**Question**

In Syozi's version of the bond-diluted Ising model the bonds can move and equilibrate with the spins. It is said to map exactly onto the pure model, yet at fixed bond concentration $p$ the exponents change to $\alpha\to-\alpha/(1-\alpha)$ and $\nu\to\nu/(1-\alpha)$, and on the square lattice $T_c$ vanishes at $p=1/2$. How can an exact mapping change exponents? Is there a system small enough to solve by hand in which I can watch this happen?

**Answer**

The mapping is analytic at fixed bond *fugacity*. At fixed *concentration* the fugacity has to be eliminated through an equation that contains the energy of the pure model, and that energy is singular. Four spins on a tetrahedron reproduce the mapping, the exact $T_c(p)$ curve of the square lattice and the finite ceiling of the heat capacity. The exponents themselves need an infinite lattice, which enters through a single function.

## 1. One bond: the mapping

Spins are $s_i=\pm1$, and each bond position carries $n_{ij}=0,1$. With $K=J/k_BT$, $J>0$, and fugacity $z=e^{\Delta}$,

$$\Xi=\sum_{\{s\}}\sum_{\{n\}}\prod_{\langle ij\rangle}z^{n_{ij}}e^{Kn_{ij}s_is_j}=\sum_{\{s\}}\prod_{\langle ij\rangle}\left(1+ze^{Ks_is_j}\right).$$

The product $s_is_j$ takes two values, so each factor can be written as $Ae^{K's_is_j}$ with

$$u\equiv e^{2K'}=\frac{1+ze^{K}}{1+ze^{-K}},\qquad A^2=(1+ze^{K})(1+ze^{-K}).$$

Hence $\Xi=A^{N_b}Z_0(K')$ for $N_b$ bond positions, and every spin correlation is that of the pure model at $K'$. Solving for the fugacity gives $z=(u-1)/(e^{K}-ue^{-K})$. Put $x=e^{2K}$ and $y=1/(x-1)$. The probability that a position is filled, given parallel ($+$) or antiparallel ($-$) end spins, is

$$n_+=\frac{ze^{K}}{1+ze^{K}}=\Big(1-\frac1u\Big)(1+y),\qquad n_-=\frac{ze^{-K}}{1+ze^{-K}}=(u-1)\,y .$$

Let $\varepsilon(K')=\langle s_is_j\rangle$ be the neighbour correlation of the pure model, averaged over bond positions. Ends are parallel with probability $(1+\varepsilon)/2$, so

$$p=\frac{1+\varepsilon}{2}n_++\frac{1-\varepsilon}{2}n_-=\frac{(u-1)\left[(1+\varepsilon)\,e^{2K}/u+(1-\varepsilon)\right]}{2\,(e^{2K}-1)}.\tag{1}$$

Equation (1) holds on any graph. It fixes $K'$ as a function of $K$ and $p$.

## 2. The tetrahedron

Take four spins, each joined to the other three: six bond positions and $2^4\cdot2^6=1024$ states. "Fixed $p$" means $M$ such clusters sharing $6Mp$ bonds, with $M\to\infty$, so that $z$ is set by (1).

With $S=\sum s_is_j$, two configurations have $S=6$, eight (one spin against three) have $S=0$, and six (two against two) have $S=-2$:

$$Z_0=2u^3+8+\frac6u,\qquad \varepsilon=\frac{\langle S\rangle}{6}=\frac{u^4-1}{u^4+4u+3}.$$

The tetrahedron, drawn in the plane, is its own dual graph, as the square lattice is. This is visible in $Z_0$. Counting closed loops (four triangles, three quadrilaterals) gives the first form below, and factoring out the ground state gives the second:

$$Z_0=16\cosh^6K'\;P(\tanh K')=2u^3P(1/u),\qquad P(t)=1+4t^3+3t^4 .$$

The same polynomial appears twice, which is the duality of Kramers and Wannier (1941). The self-dual point $\tanh K'=1/u$ gives $u^2-2u-1=0$, so $u_c=1+\sqrt2$ and $K'_c=0.4407$, the critical coupling of the square lattice. There $u^3=7+5\sqrt2$ and $u^4=17+12\sqrt2$, so

$$\varepsilon_c=\frac{16+12\sqrt2}{24+16\sqrt2}=\frac1{\sqrt2},\qquad \langle S^2\rangle=\frac{72u^3+24/u}{Z_0}=18+6\sqrt2 .$$

With $\langle S\rangle^2=18$, the derivative $\chi\equiv d\varepsilon/dK'=(\langle S^2\rangle-\langle S\rangle^2)/6$ equals $\sqrt2$.

The value $1/\sqrt2$ is forced by duality. For a self-dual planar graph, $\ln Z_0(K')=\text{const}+\tfrac{N_b}{2}\ln\sinh2K'+\ln Z_0(K^*)$ with $\sinh2K'\sinh2K^*=1$. At the fixed point $dK^*/dK'=-1$, so $\varepsilon=\coth2K'-\varepsilon$, and $\coth 2K'_c=\sqrt2$. The square lattice obeys the same relation per bond in the thermodynamic limit, with $\varepsilon$ continuous at $K'_c$.

## 3. The curve $T_c(p)$

At $u=1+\sqrt2$, $\varepsilon=1/\sqrt2$ one has $(u-1)(1+\varepsilon)/2u=\tfrac12$ and $(u-1)(1-\varepsilon)/2=(\sqrt2-1)/2$. Equation (1) becomes $p=(x+\sqrt2-1)/[2(x-1)]$, or

$$e^{2K_c}=1+\frac{\sqrt2}{2p-1},\qquad \frac{k_BT_c}{J}=\frac{2}{\ln\left[1+\sqrt2/(2p-1)\right]}.\tag{2}$$

| $p$ | 1 | 0.9 | 0.75 | 0.6 | 0.55 | 0.51 |
|---|---|---|---|---|---|---|
| $k_BT_c/J$ | 2.269 | 1.965 | 1.490 | 0.958 | 0.736 | 0.468 |

The initial slope is $d\ln T_c/dp=1.329$ at $p=1$. Near $p=1/2$, $e^{-2K_c}\simeq\sqrt2\,(p-\tfrac12)$, so $T_c$ falls to zero logarithmically, with a vertical tangent. For the tetrahedron (2) is the exact self-dual line, across which nothing is singular. For the square lattice it is the exact critical line. On it $p>1/2$ at every finite $K$, and $p$ increases with $K'$ at fixed $K$ (shown below), so for $p<1/2$ the coupling stays below $K'_c$ and no order forms.

The end point has a simple meaning. As $K\to\infty$ at fixed $u$, $n_-\to0$ and $ze^K\to u-1$. Bonds join only parallel spins, and summing over spins gives each bond pattern the weight $(u-1)^{\text{bonds}}\,2^{\text{clusters}}$, the Fortuin–Kasteleyn ensemble. At $u-1=\sqrt2$ the tetrahedron holds on average three bonds of six. Independent bond percolation on the square lattice also has its threshold at $1/2$, but it is a different ensemble, without the factor 2 per cluster.

## 4. Heat capacity at fixed $p$

At fixed $z$, $\partial K'/\partial K=(n_++n_-)/2$, which is smooth and nonzero, so $K'$ crosses $K'_c$ linearly and the pure exponents survive. At fixed $p$, differentiate (1), using $dy/dK=-2y(1+y)$ and $du/dK'=2u$:

$$\frac{dK'}{dK}\Big|_p=\frac{2y(1+y)B}{D+g\chi},\tag{3}$$

$$B=\tfrac12\Big[(1+\varepsilon)\big(1-\tfrac1u\big)+(1-\varepsilon)(u-1)\Big],\quad D=\frac{(1+\varepsilon)(1+y)}{u}+(1-\varepsilon)uy,\quad g=\frac{n_+-n_-}{2}.$$

The denominator is $\partial p/\partial K'$ at fixed $K$. It is positive, because $g=(u-1)(x-u)/[2u(x-1)]>0$ for $0<p<1$ and $\chi$ is a variance. When $\chi$ diverges, $dK'/dK$ vanishes. As the spins order, parallel pairs multiply and attract bonds ($n_+>n_-$). The number of bonds is fixed, so $z$ must drop, and this slows the growth of $K'$.

The energy per bond position is $-Ja$ with $a=\langle n s s'\rangle=p-(1-\varepsilon)(u-1)y$, and the heat capacity per bond position is $c_p=k_BK^2\,da/dK$. Differentiating,

$$\frac{da}{dK}=2y(1+y)(1-\varepsilon)(u-1)+\left[n_-\chi-2u(1-\varepsilon)y\right]\frac{dK'}{dK}.$$

Inserting (3) and dividing out $D+g\chi$,

$$\frac{c_p}{k_BK^2}=2y(1+y)\left\{(1-\varepsilon)(u-1)+\frac{Bn_-}{g}-\frac{B\left[n_-D/g+2u(1-\varepsilon)y\right]}{D+g\chi}\right\}.\tag{4}$$

The pure heat capacity is $k_BK'^2\chi$, with $\chi$ in the numerator. In (4) it stands only in a denominator, under a minus sign. However large $\chi$ becomes, $c_p$ stays below a ceiling.

On the line (2), $y=(2p-1)/\sqrt2$, $B=1/\sqrt2$, $D=(1+2y)/\sqrt2$, $g=(2-\sqrt2)(1-p)$, $n_-=2p-1$ and $D+g=1+y$, so

$$\frac{c_p}{k_BK_c^2}=2y(1+y)\Big[\sqrt2-1+\frac yg\Big]-\frac{2y^2(1+y)^2}{g\,(D+g\chi)}.\tag{5}$$

As $p\to1$ the terms in $1/g$ cancel and the right side tends to $\chi$, the pure result.

**Numbers at $p=3/4$.** Here $x=1+2\sqrt2$, $K_c=0.6712$, $z=\sqrt{x}=1.957$, $n_+=0.7929$, $n_-=\tfrac12$, $y=0.3536$, $g=0.1464$, $D=1.2071$ and $2y(1+y)B=0.6768$. Equation (5) reads

$$\frac{c_p}{k_B}=K_c^2\left[2.7071-\frac{21.357}{8.243+\chi}\right],\qquad K_c^2=0.4505 .$$

The ceiling is $c_{\max}=1.220\,k_B$ per bond position. It belongs to the line (2) and is the same for every self-dual graph. The tetrahedron, with $\chi=\sqrt2$, has $c_p=0.2233\,k_B$, and $dK'/dK=0.4786$ at fixed $p$ against $0.6464$ at fixed $z$. The same $0.2233$ follows directly from the full sum over spins and bonds,

$$\Xi=2b_+^6+8b_+^3b_-^3+6b_+^2b_-^4,\qquad b_\pm=1+e^{\Delta\pm K},$$

through $c_p/k_B=K^2\left(f_{KK}-f_{K\Delta}^2/f_{\Delta\Delta}\right)$ with $f=\tfrac16\ln\Xi$, subscripts denoting partial derivatives. This is the usual passage from fixed field to fixed density. On an infinite lattice the leading divergences of its two terms cancel.

## 5. The square lattice: from logarithm to cusp

Onsager's (1944) energy gives, with $\mathsf K$ the complete elliptic integral of the first kind of modulus $k=2\sinh2K'/\cosh^22K'$,

$$\varepsilon=\tfrac12\coth2K'\Big[1+\tfrac2\pi\,(2\tanh^22K'-1)\,\mathsf K(k)\Big].$$

Let $\tau=K'-K'_c$. The complementary modulus is $k'=|2\tanh^22K'-1|\simeq2\sqrt2|\tau|$, $\mathsf K\simeq\ln(4/k')$, and $\tfrac12\coth 2K'$ has slope $-1$ at $K'_c$. Therefore

$$\varepsilon-\frac1{\sqrt2}\simeq\tau\Big[\frac4\pi\ln\frac{\sqrt2}{|\tau|}-1\Big],\qquad \chi\simeq\frac4\pi\Big[\ln\frac{\sqrt2}{|\tau|}-1\Big]-1 .$$

Let $\delta=K-K_c(p)\simeq-K_c\,(T-T_c)/T_c$. Linearising (1) at fixed $p$,

$$2y(1+y)B\,\delta=D\,\tau+g\,(\varepsilon-\varepsilon_c).\tag{6}$$

The neglected terms in (5), (6) and $\chi$ are of order $\tau\ln|\tau|$ relative to those kept, about $10^{-3}$ at $|\tau|=10^{-4}$, below the digits printed for $p=3/4$ in the following table.

| system | $\chi$ | $\delta/\tau$ | $c_p/k_B$, $p=3/4$ | $c/k_B=K_c'^2\chi$, pure |
|---|---|---|---|---|
| tetrahedron, $\tau\to0$ | 1.41 | 2.09 | 0.223 | 0.275 |
| square, $\vert\tau\vert=10^{-4}$ | 9.9 | 4.2 | 0.69 | 1.92 |
| square, $\vert\tau\vert=10^{-8}$ | 21.6 | 6.7 | 0.90 | 4.20 |
| square, $\vert\tau\vert=10^{-16}$ | 45.1 | 11.8 | 1.04 | 8.75 |
| square, $\tau\to0$ | $\infty$ | $\infty$ | 1.220 | $\infty$ |

In closed form, $c_p/k_B\simeq1.220-7.56/[\ln(1/|\tau|)+5.03]$. Asymptotically (6) gives $\delta\propto\tau\ln(1/|\tau|)$, which inverts to $\tau\propto\delta/\ln(1/|\delta|)$ up to a relative correction of order $\ln|\ln|\delta||/|\ln|\delta||$. So $c_{\max}-c_p\propto1/|\ln|\delta||$, a finite cusp with infinite slope on both sides. The spin correlations are the pure ones at $K'$, where $\xi\propto|\tau|^{-1}$ and $m\propto\tau^{1/8}$. At fixed $p$, $\xi\propto|\ln|\delta||/|\delta|$ and $m\propto(\delta/|\ln\delta|)^{1/8}$. With $\alpha=0$ the powers are untouched and only logarithms appear.

The cusp regime requires $g\chi\gg D$. Equality is reached at $\chi=8.243$, $|\tau|=3.7\times10^{-4}$ for $p=3/4$, and at $\chi=54.9$, $|\tau|\approx5\times10^{-20}$ for $p=0.95$. For weak dilution the heat capacity therefore keeps rising almost logarithmically over any practical range of temperature.

## 6. The general statement

Equations (1), (3), (4) and (6) hold on any lattice once its own $u_c$ and $\varepsilon_c$ are used in $B$, $D$ and $g$. Suppose the pure model has $\chi\propto|\tau|^{-\alpha}$ with $0<\alpha<1$. Then $\varepsilon-\varepsilon_c\propto\operatorname{sgn}(\tau)|\tau|^{1-\alpha}$, which outweighs $D\tau$ in (6), and

$$|\tau|\propto|\delta|^{1/(1-\alpha)} .$$

Substituting into $\xi\propto|\tau|^{-\nu}$, the magnetisation $|\tau|^{\beta}$ and the susceptibility $|\tau|^{-\gamma}$ divides $\nu$, $\beta$ and $\gamma$ by $1-\alpha$. In (4) the singular term is $-1/\chi\propto-|\tau|^{\alpha}\propto-|\delta|^{\alpha/(1-\alpha)}$. Thus

$$\alpha_R=-\frac{\alpha}{1-\alpha},\qquad \nu_R=\frac{\nu}{1-\alpha},\qquad\beta_R=\frac{\beta}{1-\alpha},\qquad\gamma_R=\frac{\gamma}{1-\alpha},$$

which is Fisher's (1968) renormalisation by a constrained hidden variable. Scaling laws survive: $2-\alpha_R=(2-\alpha)/(1-\alpha)$, so $2-\alpha=d\nu$ and $\alpha+2\beta+\gamma=2$ carry over to the renormalised set. Exponents defined on the critical line itself, $\eta$ and the critical-isotherm exponent, don't involve $\tau$ and are unchanged. With the approximate three-dimensional Ising inputs $\alpha\approx0.110$ and $\nu\approx0.630$, $\alpha_R\approx-0.124$ and $\nu_R\approx0.708$. The crossover is again slow, since a pure power $|\tau|^{-0.110}$ doubles only when $|\tau|$ shrinks by a factor $2^{1/0.110}\approx5\times10^{2}$.

Two conditions limit the rule. If $\alpha<0$, $\chi$ is finite, $\tau\propto\delta$ at leading order, and the leading exponents are those of the pure model. If $g=0$, as at $p=1$, the constraint doesn't see $\varepsilon$ at all.

The tetrahedron thus gives exactly the mapping, the constraint (1), the values $u_c=1+\sqrt2$ and $\varepsilon_c=1/\sqrt2$, the curve (2) with its end point $p=1/2$, and the bounded form (5) with its ceiling. It cannot give a divergent $\chi$, since its own value on the self-dual line is $\sqrt2$. The infinite lattice supplies that divergence, and (4) and (6) convert it into the cusp and the renormalised exponents.